PHASE RIGIDITY IN A FOUR-PROBE AHARONOV–BOHM LOOP: PROBLEM AND SOLUTION KEY

PROBLEM

A phase-coherent Au loop has four leads and is measured in linear response, as in the lead-exchange arrangement of Benoit and co-workers (1986). R_ij,kl = (V_k − V_l)/I denotes the resistance with current I entering at lead i and leaving at lead j. Establish the field symmetries. Then, for each change below, predict the sign and size of the effect by reasoning and confirm by calculation.

A. The field is reversed, or current and voltage leads are exchanged, or both.
B. One site energy is shifted (an impurity).
C. Leads 2 and 4 are removed and a site energy in one arm is swept.
D. Lead 2 is reattached, first grounded, then floating.
E. The arm width is halved.

Model for A–D: a ring of four sites, lead j on site j, hopping −t, energies in units of t, wide-band leads, zero temperature, spin degeneracy 2. The flux phase φ = 2πΦ/Φ0 with Φ0 = h/e sits on one bond, H_14 = −e^(iφ). This defines the sign of Φ: the circuit 1→2→3→4→1 gains e^(iφ). The sign of every odd term below depends on this convention. Write c = cos φ, s = sin φ.

SOLUTION

0. Symmetries

Time reversal gives S(B) = S^T(−B), so the transmission from lead j to lead i obeys T_ij(B) = T_ji(−B). With two leads, unitarity gives r†r + t†t = 1 and rr† + t′t′† = 1. Taking traces, T_21(B) = T_12(B). Together T_21(B) = T_21(−B), so G = (2e²/h)T_21 is even. If G depends on the field only through φ, then G = a0 + Σ a_n cos nφ with real a_n and no sine terms. Each harmonic has phase 0 (a_n > 0) or π (a_n < 0). Since a_n is continuous in any parameter, the phase can change only where a_n = 0. Thermal averaging over energy preserves this. The premises are linear response and reversal of every time-odd quantity, frozen magnetic moments included.

With more leads, I_i = (2e²/h) Σ_j K_ij V_j, where K_ij = −T_ij for i ≠ j, rows and columns sum to zero, and K(−B) = K^T(B). Ground one lead and let M be the inverse of the reduced matrix, with zero entries for the grounded lead. Then R_ij,kl = (h/2e²)(M_ki − M_kj − M_li + M_lj). Transposing M exchanges the two pairs:

R_ij,kl(B) = R_kl,ij(−B) (Büttiker 1986).

Setting kl = ij shows that R_ij,ij stays even however many floating probes are attached. For four distinct leads, R_ij,kl = (h/2e²)(T_ki T_lj − T_kj T_li)/D_T, where D_T is the determinant of the reduced 3×3 matrix, which is even in B.

Model amplitudes. The matrix A = E − H + iΓ/2 has diagonal z_j = E − ε_j + iΓ_j/2, unit elements on bonds 12, 23, 34, and A_14 = e^(iφ) = A_41*. With 𝒢 = A⁻¹, T_ij = Γ_iΓ_j|𝒢_ij|² = Γ_iΓ_j N_ij/|Δ|². Expanding the determinant and cofactors (indices cyclic):

Δ = z1z2z3z4 − (z1 + z3)(z2 + z4) + 2 − 2c
N_(j+1,j) = |z_(j+2) z_(j+3) − 1 + e^(−iφ)|²
N_(j+2,j) = |z_(j+3) + z_(j+1) e^(−iφ)|²

and N_ij(−φ) = N_ji(φ). Δ is even. An odd term arises only when the two paths round the ring have a relative phase other than 0 or π at φ = 0, which needs a lead on a site other than i and j.

A. Field reversal and lead exchange

Reasoning. Split R_12,43 = R_S + R_O into even and odd parts. Reversing the field gives R_S − R_O. Exchanging leads at fixed field gives R_43,12(B) = R_12,43(−B), the same R_S − R_O. Doing both changes nothing. The phase of each harmonic changes sign under either single operation and its amplitude is unchanged. When the probes couple as strongly as the current leads, R_O should be a sizeable fraction of the oscillating part of R_S.

Calculation. Take all Γ_j = 2, z1 = z2 = z3 = i, z4 = y + i with y = E − ε4. Then

|Δ|² = (7 − 2c)² + 9y²
N21 = N32 = 5 + y² − 4c − 2ys
N31 = 2 + y² + 2c + 2ys
N43 = N14 = 5 − 4c, N42 = 2 + 2c

For y = 1, N41N32 − N42N31 = 24 − 54c + 12c² − 2s(7 − 2c), and the reduced determinant of the N matrix is D = 1442 − 1746c + 552c² − 40c³. The common factor 4/|Δ|² appears squared above and cubed below, so

R_12,43 = (h/2e²)(|Δ|²/4)[24 − 54c + 12c² − 2s(7 − 2c)]/D.

In units of h/2e² = 12.906 kΩ:

φ = 0: −0.736
φ = +π/2: 0.101
φ = −π/2: 0.382
φ = π: 0.536

A negative four-probe value is allowed, since only R_ij,ij fixes the dissipated power. At φ = π/2, R_S = 0.241 and R_O = −0.141. Exchanging the leads there raises the reading from 1.30 kΩ to 4.93 kΩ, exactly as reversing the flux does, because N14N23 − N13N24 differs from the bracket only in the sign of s. The first harmonic, a1 cos φ + b1 sin φ, has a1 = −0.538 and b1 = −0.159, that is −|a| cos(φ − θ) with θ = +16.5°. The exchanged configuration has θ = −16.5°. Half the sum of the two traces at the same field is rigid, and half the difference is a pure sine series.

B. Impurity on site 4

Reasoning. At y = 0 the ring is fourfold symmetric. A half turn maps R_12,43 onto R_34,21 = R_43,12 at the same flux, so R_O = 0: four leads permit an odd part, and only asymmetry produces one in this configuration. For y > 0 (site lowered), arg z4 < arg z2 = π/2, so the amplitude z4 + z2 e^(−iφ) from 1 to 3 is largest at a positive φ. For 0 < φ < π lead 3 couples better to the source and, by N32, worse to the drain. V3 rises and V4 − V3 falls, so R_O < 0. The ring is bipartite: flipping the sign of alternate sites and taking −A* sends z_j → −z_j* and φ → −φ. Hence R_O is odd in y, linear for small y, and R_S is even in y.

Calculation. For general y the odd part of the bracket is −2ys(7 − 2c). At φ = π/2 and y = 0, |Δ|² = 49, the bracket is 5² − 2² = 21 and D = 980, so R = 0.2625 for both flux directions. The initial slope is R_O ≈ −14y(49/4)/980 = −0.175y. At y = 1 the value −0.141 is smaller in magnitude than the linear estimate, and y = −1 gives +0.141. Between y = −1 and y = +1 the phase θ runs continuously from −16.5° through 0 to +16.5°.

C. Two terminals, one arm swept

Reasoning. Leads 1 and 3 remain, z1 = z3 = i, and z2 = x = E − ε2 and z4 = 1 are real. The direct interference term in N31 is 2x cos φ, positive in phase for x > 0 and negative for x < 0. So a1 must change sign, and can do so only through zero. Near x = 0 multiple reflection makes |Δ| smallest near φ = 0, which adds a positive part to a1 and moves the zero to negative x, by an amount of order t. There the second harmonic dominates and the period appears halved.

Calculation. Δ = 2(w − c) with w = 1 − x/2 − iη and η = 1 + x, so

T31 = (1 + x² + 2xc)/|w − c|²,

a function of c alone. Use 1/|w − c|² = Im[1/(w − c)]/η and 1/(w − c) = (1/σ)(1 + 2Σ ρⁿ cos nφ), with σ² = w² − 1, ρ = w − σ and the branch |ρ| < 1. Writing 2xc = 2xw − 2x(w − c), whose last term leaves only a real constant,

a1 = (2/η) Im[(1 + x² + 2xw) ρ/σ],

with x = −1 taken as the limit. In units of 2e²/h:

x = +1: a1 = 0.496
x = 0: a1 = 0.435
x = −0.5: a1 = 0.278
x = −1: a1 = −0.065
x = −2: a1 = −0.145

The zero lies at x = −0.87, where the phase jumps from 0 to π. At x = −1 the second harmonic is a2 = −0.258, four times a1 in magnitude. G itself is smooth in x; only the phase label jumps.

D. Lead 2 reattached

Reasoning. Now z2 = x + iγ with γ = Γ2/2. If lead 2 is grounded together with lead 3 and only the current into 3 is read, the signal is (2e²/h)T31. Unitarity no longer forces T31 = T13, because current can leave through lead 2. The path through site 2 carries 1/z2, with phase −arg z2 between −π and 0, and the path through site 4 carries e^(−iφ)/z4, with phase −φ. Their interference goes as cos(φ − arg z2), so the sine coefficient is positive, proportional to γ at small γ, and the jump becomes a smooth rise from 0 (x → +∞) to π (x → −∞), passing 90° where a1 vanishes. If lead 2 floats, the measurement is R_13,13, and section 0 demands that the reinjected current cancel the odd part exactly.

Calculation, grounded. Now w = 1 − x/2 + γ − iη with η = 1 + x + γ/2, and

T31 = (1 + x² + γ² + 2xc + 2γs)/|w − c|².

Then a1 = (2/η) Im[(1 + x² + γ² + 2xw)ρ/σ]. Since (1/π)∫ s²/(w − c) dφ = 2ρ over one period, b1 = 4γ Im ρ/η. For γ = 0.5, with tan θ = b1/a1 and 0 < θ < 180°:

x = +1: a1 = 0.418, b1 = 0.162, θ = 21°
x = 0: a1 = 0.265, b1 = 0.284, θ = 47°
x = −1: a1 = −0.063, b1 = 0.302, θ = 102°
x = −2: a1 = −0.106, b1 = 0.163, θ = 123°

The amplitude never vanishes, because b1 > 0 for all x.

Calculation, floating. I2 = 0 gives V2/V1 = T21/(T21 + T23) with V3 = 0, so T_eff = T31 + T32T21/(T21 + T23). Here N21 = N32 = 3 − 2c − 2s and N23 = 3 − 2c + 2s, each with ΓΓ = 4γ, so

|Δ|² T_eff = 4N31 + 4γ(3 − 2c − 2s)²/(6 − 4c).

The odd terms are +8γs from the first part and −16γs(3 − 2c)/(6 − 4c) = −8γs from the second. They cancel. At x = 0, γ = 0.5, φ = ±π/2, |Δ|² = 15.25: T31 = 0.590 and 0.066, the reinjected parts are 0.022 and 0.546, and T_eff = 0.612 in both cases. Dephasing modelled by floating probes therefore leaves the two-terminal phase rigid.

E. Arm width halved

Reasoning. A uniform field also threads the metal, so paths enclose different areas and G is not periodic in B. Evenness of G(B) survives. Writing the h/e band as a(B) cos[2πB/ΔB + θ(B)] with a > 0 gives θ(−B) = −θ(B) modulo 2π, which pins θ(0) to 0 or π and lets θ drift at finite field. The drift becomes of order one when about one flux quantum threads the arms. Halving the width W at fixed mean diameter d leaves the period unchanged, doubles that field, and roughly halves the early drift.

Calculation. Illustrative geometry: d = 0.80 µm, W = 40 nm, coherence length at least the circumference. The period is ΔB = Φ0/(πd²/4) = 8.2 mT. The scale B_W = Φ0/(πdW) = 41 mT equals d/4W = 5 periods; the correlation field is this up to a factor of order one. For W = 20 nm, B_W = 82 mT, or 10 periods. These scales are geometric and hold equally for a Cu wire loop.

To size the drift, keep two path pairs at the outer and inner edges, with relative areas 1 ± κ, κ = 2W/d, and weights u and v:

u cos[(1 + κ)φ] + v cos[(1 − κ)φ] = (u + v) cos κφ cos φ − (u − v) sin κφ sin φ,

so tan θ = [(u − v)/(u + v)] tan κφ. For assumed weights u = 2v, after one period θ = 13.6° at κ = 0.10 and 6.2° at κ = 0.05. The sign follows u − v and is sample-specific. These angles are the two-path model's.

The Zeeman energy is not negligible on this scale. At 41 mT, gμ_B B ≈ 5 µeV with the free-electron g. The Thouless energy ħ𝒟/L² is about 4 µeV for a typical diffusion constant 𝒟 ≈ 100 cm²/s and arm length L = πd/2 = 1.26 µm. Zeeman splitting can thus add to the drift, less so when spin–orbit scattering is fast, as in Au. It reverses with B and leaves G even.

Range of the model numbers

The resistances in A and B belong to a single-channel ring and exceed those of a metal loop by about two orders of magnitude. A diffusive Au loop of this size typically has a resistance near 30 Ω, and a conductance modulation of order e²/h at most then means δR ≈ R²e²/h ≈ 0.03 Ω, about 0.1 % of R, where the model's modulation is of the order of R itself. The symmetries carry over unchanged, while signs and angles are specific to each impurity configuration. The model is closer to a gated few-channel ring in a two-dimensional semiconductor channel, where x is a gate voltage and lead 2 can be switched between grounded and floating.